**Q.** When I index powder patterns of titanium-type alloys I sometimes meet the omega phase. I have a set of LDA energies for omega against hcp in period-4 metals. Which structure wins, and for which elements?

Period-4 metals in the hcp (structure 1) and omega (AlB2-type, structure 2) structures, each relaxed and taken in the lowest of the magnetic starts tried. Ansatz 0.2.0, scalar-relativistic LDA (PW92), plane-wave PAW, 420 eV cutoff, Fermi-Dirac smearing. Energies are extrapolated to zero smearing, volumes are per atom, and the k mesh listed is that of omega.

| element | Z | valence electrons | smearing width | k mesh | energy of structure 2 less structure 1, LDA (meV/atom) | volume of structure 1, LDA (Å³) | volume of structure 2, LDA (Å³) | moment of structure 1, LDA (μB) | moment of structure 2, LDA (μB) | spin state of structure 1, LDA | spin state of structure 2, LDA | volume of structure 2, LDA over volume of structure 1, LDA, less one (%) |
| --- | --- | --- | --- | --- | --- | --- | --- | --- | --- | --- | --- | --- |
| K | 19 | 1 | 0.1 eV | 6×6×8 | 13 | 64.26 | 64.56 | 0.00 | 0.00 | no spin polarisation | no spin polarisation | 0.5 |
| Ca | 20 | 2 | 0.1 eV | 7×7×10 | 52 | 38.28 | 38.43 | 0.00 | 0.00 | no spin polarisation | no spin polarisation | 0.4 |
| V | 23 | 5 | 0.1 eV | 9×9×15 | -143 | 12.88 | 12.69 | 0.00 | 0.00 | no spin polarisation | no spin polarisation | -1.5 |
| Cr | 24 | 6 | 0.1 eV | 10×10×16 | -78 | 11.15 | 11.08 | 0.00 | 0.00 | no spin polarisation | no spin polarisation | -0.6 |
| Mn | 25 | 7 | 0.1 eV | 11×11×15 | 44 | 10.04 | 10.10 | 0.00 | 0.00 | non-magnetic | no spin polarisation | 0.6 |
| Ni | 28 | 10 | 0.05 eV | 11×11×15 | 112 | 10.06 | 10.22 | 0.64 | 0.61 | ferromagnetic | ferromagnetic | 1.6 |
| Cu | 29 | 11 | 0.1 eV | 10×10×15 | 79 | 10.90 | 11.08 | 0.00 | 0.00 | no spin polarisation | no spin polarisation | 1.7 |
| Ga | 31 | 3 | 0.1 eV | 9×9×12 | 19 | 17.32 | 17.46 | 0.00 | 0.00 | no spin polarisation | no spin polarisation | 0.8 |

**A.** Call $\Delta E$ the energy of omega (structure 2) less that of hcp (structure 1), per atom, so that a negative value means omega is lower. Omega is lower for V, by 143 meV, and for Cr, by 78 meV. For K, Ca, Mn, Ni, Cu and Ga hcp is lower, by margins that run from 13 meV in K to 112 meV in Ni. Along the row the sign changes somewhere between Ca and V and changes back between Cr and Mn. Ga belongs at the end of the row, because its three valence electrons sit on top of a full 3d shell.

Neither structure is the one these metals take at ambient conditions. K, V and Cr are bcc, Ca, Ni and Cu are fcc, and Mn and Ga have more complicated cells. A negative $\Delta E$ therefore says that omega beats hcp, and does not make omega the ground state. Both cells were held in their symmetry, and either may be unstable against a distortion.

**Q.** What is different about omega, seen from one atom?

**A.** In ideal hcp each atom has twelve neighbours at a single distance. Omega comes from bcc by letting two of every three (111) planes merge into one, which leaves flat honeycomb layers alternating with sparser triangular layers. The mean coordination is again twelve, but the neighbours now lie at three distances, fixed by the hexagonal edges $a$ and $c$. They are the chain contact $c$ along the axis, the honeycomb contact $a/\sqrt{3}$, and the interlayer contact $\sqrt{a^2/3+c^2/4}$. Omega thus spreads the twelve equal contacts of hcp into some shorter and some longer ones, and the sign of $\Delta E$ depends on whether a metal pays for that spread or profits from it.

Two limits frame the answer. With no partly filled d shell, the metal is close to positive ions in a smooth electron sea, and the ions are best off evenly spaced, which favours hcp. With a d band about half full, the bonding energy depends on short contacts and on how the neighbours are connected, and it can outweigh the preference for even spacing. K is near the first limit and V and Cr are near the second. Ca is closer to K, but its 3d band already mixes into the occupied states.

**Q.** Can you put a number on the first limit?

**A.** Take point ions of charge $Ze$ in a uniform negative background. The energy per atom depends on the structure only through a pure number $\alpha$, the Madelung constant, which a lattice (Ewald) sum gives and which is larger the more evenly the ions are spaced:

$$E=-\frac{\alpha Z^2e^2}{8\pi\varepsilon_0\,r_{\rm WS}},\qquad r_{\rm WS}=\left(\frac{3V}{4\pi}\right)^{1/3}.$$

Here $V$ is the volume per atom and $r_{\rm WS}$ the radius of a sphere of that volume. At equal volume the kinetic, exchange and correlation energies of the uniform background are the same in both structures and cancel. What remains is $\Delta E\approx(\alpha_{\rm hcp}-\alpha_\omega)\,Z^2e^2/(8\pi\varepsilon_0 r_{\rm WS})$, in which nothing is fitted. I take hcp at its ideal axial ratio and omega at the $c/a$ to which each metal relaxed in the same calculations.

Ca is worked here. The lattice sums give $\alpha_{\rm hcp}=1.79168$ and, at the relaxed $c/a$ of 0.596, $\alpha_\omega=1.78901$, a difference of 0.00267. The two structures are thus almost equally good for point ions, and only the large scale of Coulomb energies makes the difference count.

The hcp volume of 38.28 Å³ gives $r_{\rm WS}=(3\times38.28/4\pi)^{1/3}=2.091$ Å. With $Z=2$ and $e^2/4\pi\varepsilon_0=14.40$ eV Å,

$$\Delta E\approx\frac{0.00267\times 2^2\times 14.40}{2\times 2.091}\ {\rm eV}=37\ {\rm meV}.$$

The calculation gives 52 meV, so the estimate falls short by 15 meV, or 29% of the calculated value. No row was used to tune it.

For K the same steps with $Z=1$ give 8 meV against the calculated 13. The factor $Z^2/r_{\rm WS}$ more than accounts for the fourfold rise from K to Ca, since the charge doubles and the cell shrinks. The shapes support the picture as well. K and Ca relax to the same $c/a$, and that shape has the largest $\alpha_\omega$ of the seven omega shapes compared here (I left Ni out of this comparison). The agreement is one of sign and rough size, and in Ca it may be partly luck. The smearing entropy of omega Ca implies a density of states at the Fermi level more than twice that of free electrons, a mark of 3d character, while K stays close to the free-electron value. The estimate leaves out this band part and the screening of the ions by the electrons.

**Q.** Cu and Ga also have no open d shell. Does the estimate hold there?

**A.** It keeps the sign and loses the size, in opposite directions. For Cu, with one s electron, it gives 14 meV against 79. The full 3d shells of Cu are large compared with the spacing of the atoms, and closed shells repel steeply when they overlap. The honeycomb contact in omega Cu is 2.31 Å where ideal hcp has 2.49 Å, and a steep repulsion loses more on short contacts than it regains on long ones. I think this is the origin of the extra penalty, though nothing here isolates it.

For Ga the estimate is 177 meV and the calculation gives 19. With three electrons per atom the response of the electron sea can no longer be left out. The electrons shift towards places where ions lie close and screen them, and the energy gained in this way grows with the charge of the ions, much as the Madelung cost does. Gaps at the zone faces that the Fermi surface crosses can add to it, which is the usual reason given for the low-symmetry structure of Ga with its few short bonds. Its omega cell has stretched to $c/a=0.641$, which tightens the honeycomb, and that fits a band energy repaying most of the electrostatic cost. How much it repays is untested, and part of the misfit may lie in my assumption of ideal hcp, since a distorted hcp cell would have a smaller $\alpha$ and a smaller estimate.

**Q.** And why do V and Cr turn the order over?

**A.** Their omega cells are of a different kind, and the relaxed geometry shows it. Collapsed bcc has $c/a=\sqrt{3/8}=0.612$, and K, Ca, Mn, Cu and Ga stay within about 0.03 of that value. V has flattened to 0.530 and Cr to 0.537. Below $c/a=1/\sqrt{3}$ the chain contact $c$ becomes shorter than the honeycomb contact, and among these seven cells only V and Cr have crossed that line.

In V the chain contact is 2.31 Å, which is 0.878 of the ideal hcp distance at the hcp volume. Point ions dislike this shape, and $\alpha_\omega$ drops to 1.78455, the lowest of the seven. The cell has relaxed away from even spacing and still ends well below hcp, so the gain comes from something the ion picture leaves out. For an early transition metal that is the d band.

The standard argument runs through the shape of the band. The d states of neighbouring atoms spread into a band with bonding levels at the bottom and antibonding levels at the top. In bcc and its relatives the density of states splits into two humps with a valley near the middle, whereas close packing gives a more uniform band. A filling that occupies the lower hump and stops near the valley gains most from the split, and this happens for five or six valence electrons, which is why groups 5 and 6 are bcc. From seven electrons on the upper hump starts to fill, the split costs energy, and close packing returns.

The signs follow that sequence: negative at five and six valence electrons, positive at seven, ten and eleven. The step from Cr to Mn is 122 meV for a single added electron, and it comes together with the jump of $c/a$ from 0.537 to 0.629. I would not draw a smooth curve through Cr and Mn, because the omega cells on the two sides are bonded differently. Omega does not copy the band of bcc in detail, though. The smearing entropy term grows with the density of states near the Fermi level, and in the omega cells compressed by 4% it is 0.103 eV per cell for V, 0.137 for Cr and 0.092 for Mn. Cr has the highest value of the three, where bcc would put it in the valley, and it also gains less from omega than V does. The bcc argument thus suggests the range of fillings in which omega can win, and not the order within it. A difference of two energies also does not tell a good omega from a poor hcp. That the short chains themselves carry the extra bonding is my guess.

**Q.** The volume column tempts me. Is the denser structure simply the more stable one?

**A.** The last column is the volume of omega over that of hcp, less one, and it has the same sign as $\Delta E$ in all eight rows. V is 1.5% denser in omega and Cu is 1.7% less dense. The rank correlation between the two columns is 0.81, so the order is similar without being the same. I read both as effects of one cause: where a structure bonds better the atoms are pulled closer, and where short contacts repel the cell swells to relieve them. The table shows the correlation and does not establish which way the cause runs.

**Q.** How far should I trust these signs? LDA and 3d magnetism are not a happy pair.

**A.** Magnetism is the weak point for Mn, Cr and V. Mn was treated unevenly, with spin allowed in hcp, where the moment vanished, and switched off in omega. A magnetic omega state could only lower omega, so 44 meV is an upper bound in that respect. In V and Cr spin was off in both structures and the zero moments are imposed, and Cr would change sign if hcp gained 78 meV more from a moment than omega did. LDA tends to give small volumes and weak magnetism in 3d metals, so a functional with larger cells could shift these rows, Mn above all.

Ni is on firmer ground. It is ferromagnetic in both structures, with 0.64 μB in hcp and 0.61 μB in omega, so the two cells are compared in the same magnetic state. Its 112 meV fits a nearly full d band, which favours close packing, on top of the penalty for short contacts suspected in Cu. For K, Ca, Cu and Ga switching spin off does no harm.

For numerical error a useful yardstick is the shift applied to bring each omega energy to zero smearing, half the smearing entropy term per atom, taken in the cell compressed by 4%. In K it is 12.4 meV, as large as $\Delta E$ itself, and in Ca it is 26.5 meV, half of $\Delta E$. The shift is a correction and not an error bar, and much of it cancels between the two structures. It does show which differences rest on a cancellation, and convergence with mesh and cutoff is untested.

Ranked by $|\Delta E|$ over this shift, K is weakest, followed by Ca, Ga, Mn and Cr, the last at 3.4. V stands at 8.3 and Cu at 16.5. Ni also stands high, helped by the narrower smearing with which it was run. All rows share further limits: the PAW datasets were made for PBE, a mismatch that the runs flag, and zero-point motion and spin-orbit coupling are left out. I would rely on the signs of V, Ni and Cu, hold Ca and Cr likely, and treat K, Ga and Mn as open to change.

**Q.** Suppose I load a sample in a diamond cell, or heat it. What reverses the order?

**A.** Under pressure $P$ the enthalpy difference is, to first order, $\Delta H=\Delta E+P\,\Delta V$, with $\Delta V$ the volume of omega less that of hcp. Since $\Delta E$ and $\Delta V$ share their sign in every row, compression widens every gap at this order. The formal crossing $P=-\Delta E/\Delta V$ lies at negative pressure throughout, nearest for K at $-7$ GPa and Ga at $-22$ GPa. These are far outside the range of a linear formula, since 0.7 GPa already compresses omega K by 12%. At strong compression the two structures stiffen differently and the electrons redistribute between s and d states, about which the first-order formula is silent.

The same formula bounds the direct effect of the small LDA volumes. Undoing a volume error of about a tenth in K amounts to a tension below 0.7 GPa. With $\Delta V=0.30$ Å³ the term $P\,\Delta V$ then narrows the gap by only about 1 meV. A better volume alone does not turn K over, although a different functional also changes the energies in other ways.

Temperature reverses the order if the higher structure has an extra entropy of $|\Delta E|/T$. At 300 K that is 0.50 $k_{\rm B}$ per atom for K and 0.73 for Ga. In the classical harmonic limit the entropy difference is $3k_{\rm B}\ln(\bar\omega_1/\bar\omega_2)$, with $\bar\omega$ the geometric mean phonon frequency, so omega K would need the mean frequency of hcp to be higher than its own by a factor $e^{0.50/3}=1.18$. That is a large difference for two packings of nearly equal density, and the harmonic estimate holds only if both lattices are dynamically stable.

For the other six metals the entropy required runs from 1.70 $k_{\rm B}$ in Mn to 5.53 in V, which is more than vibrations are likely to supply between two solid phases at room temperature. The entropy required falls as $1/T$, so strong heating could matter, for Mn first. The other handle is electron count. On the band argument, alloying that carries the mean valence from six towards seven should erode the advantage of omega. The table has no row with four valence electrons, so it does not settle the order in your titanium alloys. A spin-polarised run of omega Mn, started also from the flattened shape of Cr, would be the most direct check on the change of sign between Cr and Mn.
